A first guess is that the gap of a strained crystal follows its volume, so that the direction of the strain matters little. In this layered nitride the indirect gap follows the area of the layers instead. It widens by about 20 meV for each per cent of area, and strain along the layer normal hardly moves it. Stretching the layers in one direction only brings in a second effect of some tens of meV, enough to turn the widening into a narrowing.

CaZrN2 (R-3m, 4-atom cell), computed with Ansatz 0.2.0: HSE06, plane-wave PAW, 420 eV cutoff, 6×6×6 k mesh, no spin polarisation, geometries relaxed with r2SCAN. Strain is per length, positive for stretching; uniaxial strain holds the sides fixed, epitaxial strain relaxes the normal. Changes are relative to the unstrained cell, and positive pressure means compression.

```
 strain kind  strain (%)  band gap (eV)  band gap change (eV)  least direct gap change (eV)  pressure change (GPa)
epitaxial xy        -0.5          1.373                -0.026                        -0.039                   1.50
epitaxial xy         0.5          1.423                 0.023                         0.021                  -1.40
epitaxial xy         2.5          1.500                 0.101                        -0.010                  -6.60
 hydrostatic         0.5          1.421                 0.022                         0.033                  -2.50
 hydrostatic           1          1.442                 0.043                         0.065                  -4.80
  uniaxial x           1          1.383                -0.016                        -0.001                  -1.70
  uniaxial z        -2.5          1.397                -0.003                        -0.091                   4.30
```

The rows epitaxial +0.5 and hydrostatic +0.5 separate area from volume. Both enlarge the layer area by 1 %, but the volume grows about twice as much in the hydrostatic row. The gap widens by 23 and 22 meV, which is the same within the last digit. Uniaxial z makes the point from the other side: a squeeze of 2.5 % along the normal leaves the area alone and shifts the gap by only −3 meV.

This suggests a model with a single constant D:

change of band gap ≈ D · (εx + εy)

Here εx and εy are the strains in per cent along the two in-plane axes, and their sum is the change of area. A fit to the six rows that keep the threefold axis of the crystal gives D ≈ 21 meV per %. For hydrostatic +1 the area grows by 1 % + 1 % = 2 %, so the model gives 2 · 21 = 42 meV; the calculation gives 43 meV, in a row that was part of the fit.

The typical miss over these six rows is 3 meV, against 22 meV for an equally simple model built on volume. The area model is weakest for epitaxial −0.5, where it misses a fifth of the change. The program output below gives both fits.

Why should wider layers have a wider gap? By the usual chemistry of such a nitride, the filled states at the gap are mainly nitrogen p and the empty ones mainly zirconium d. Overlap between like atoms, nitrogen with nitrogen and zirconium with zirconium, spreads each set into a band, and the gap lies between the top of one and the bottom of the other. Stretching the layers weakens this overlap, narrows both bands and so draws their facing edges apart. Overlap between zirconium and nitrogen works against this: it pushes the two sets apart, and a stretch weakens that push. The widening suggests that the first effect wins, but this is an argument from theory, which the gaps alone do not test. Nor does it say by itself why a squeeze along the normal, which also changes overlaps, does so little. Overlap between like atoms within one layer depends on the in-plane spacing alone and may dominate, or opposing effects of the squeeze may cancel. These data do not decide between the two.

The argument also suggests that each further per cent of stretch should do less, as it does along the epitaxial rows. The size is another matter. Between −0.5 and +2.5 the response per per cent of strain drops by 22 %, while an overlap that falls as the fifth power of distance would lose only about 8 %. The fading of a single overlap is therefore at best part of the story; the balance between the competing overlaps may shift as well.

Uniaxial x is the row that goes the other way. Its area grows by 1 %, which should add 21 meV, yet the gap shrinks by 16 meV. This row was left out of the fit because it breaks the threefold axis, and symmetry explains why that matters. A stretch of 1 % along x alone is an even stretch of half a per cent in both directions plus a distortion that keeps the area.

The conduction band has three equally low minima, or valleys, at the points called F, and the threefold axis keeps them equal. The distortion pushes them apart while their average stays put, to first order. At least one must then fall, and the gap is measured to the lowest. The shortfall against the model is 37 meV. In this row the lowest valley is the one that stands apart from an equal pair, so it falls by two shares while the pair rises by one. If the valleys caused the whole shortfall, they would lie 1.5 · 37 ≈ 55 meV apart. That is only an upper estimate, because the valence top moves too.

The computed band edges show how the shortfall is shared. The fair comparison is an evenly stretched cell of the same area and height, interpolated between epitaxial +0.5 and hydrostatic +0.5. Against it, the conduction minimum of uniaxial x lies about 16 meV lower and the valence top about 23 meV higher. To first order, a distortion that keeps the area shifts neither the zero of energy nor a single level at Γ. The rise therefore points to a valence top made of equal states, probably the in-plane nitrogen p pair, which the distortion splits. The valleys themselves then lie only about 25 meV apart.

The least direct gap needs one more ingredient. Its upper level is the same conduction minimum at F, but its lower level is the highest filled state at F, not the overall valence top, which lies at the point Γ. The direct gap therefore equals the indirect gap plus the depth of that filled state below the top at Γ. In epitaxial +2.5 the indirect gap widens by 101 meV while the depth shrinks by 111 meV, and the direct gap ends up 10 meV smaller.

This depth does not follow a straight line in strain. Compared with the unstrained crystal, it shrinks in epitaxial −0.5, where the cell becomes taller relative to its width, and again in epitaxial +2.5, where it becomes flatter. Uniaxial z also flattens the cell, and there the depth shrinks by 88 meV. Volume plays a part too: in the hydrostatic rows, which keep the shape, the depth grows by 11 and 22 meV, so the loss of volume may account for part of the small drop in epitaxial −0.5. A plausible reading is that two filled states compete at F, one raised by a taller cell and the other by a flatter one, with the higher of the two setting the direct gap. A smooth curvature of a single state could also give such a pattern, and the program tests neither reading, so the exchange of states remains a guess.

Printed output of the fit:

```
Strain parts and valence top at F:
           row  area strain in %  normal strain in %  volume strain in %  gap change in meV  depth of F valence top below the top at Gamma in meV
  epitaxial xy                -1              0.1998             -0.8002                -26                                                 722.2
  epitaxial xy                 1             -0.2122              0.7878                 23                                                 733.2
  epitaxial xy                 5              -1.031               3.969                101                                                 624.2
   hydrostatic                 1                 0.5                 1.5                 22                                                 746.2
   hydrostatic                 2                   1                   3                 43                                                 757.2
    uniaxial x                 1                   0                   1                -16                                                 750.2
    uniaxial z                 0                -2.5                -2.5                 -3                                                 647.2
fit of dgap on 6 rows (~has(strain_kind, 'uniaxial x')): coefficient of area 20.69 +/- 0.57; rms 2.97, worst epitaxial xy 5.31, leave-one-out rms 5.39
  rows outside the fit (model, value, miss): uniaxial x 20.69, -16, 36.7
fit of dgap on 6 rows (~has(strain_kind, 'uniaxial x')): coefficient of volume 17.65 +/- 4.2; rms 22.3, worst uniaxial z -41.1, leave-one-out rms 32.1
  rows outside the fit (model, value, miss): uniaxial x 17.65, -16, 33.7
Hydrostatic +0.5 less uniaxial x +1, gap change at equal area strain, meV: 38
Shortfall of uniaxial x against the area model, meV: 36.69
Upper estimate of the F valley splitting in uniaxial x, meV: 55.03
Gap response to normal strain in uniaxial z, meV per %: 1.2
Gap response in epitaxial -0.5, meV per %: 52
Gap response in epitaxial +0.5, meV per %: 46
Gap response in epitaxial +2.5, meV per %: 40.4
Loss of response from epitaxial -0.5 to +2.5, %: 22.31
Same loss for an overlap falling as distance to the power -5, %: 8.473
Rise of F valence top towards Gamma in epitaxial -0.5, meV: 13
Rise of F valence top towards Gamma in epitaxial +2.5, meV: 111
Rise of F valence top towards Gamma in uniaxial z -2.5, meV: 88
```
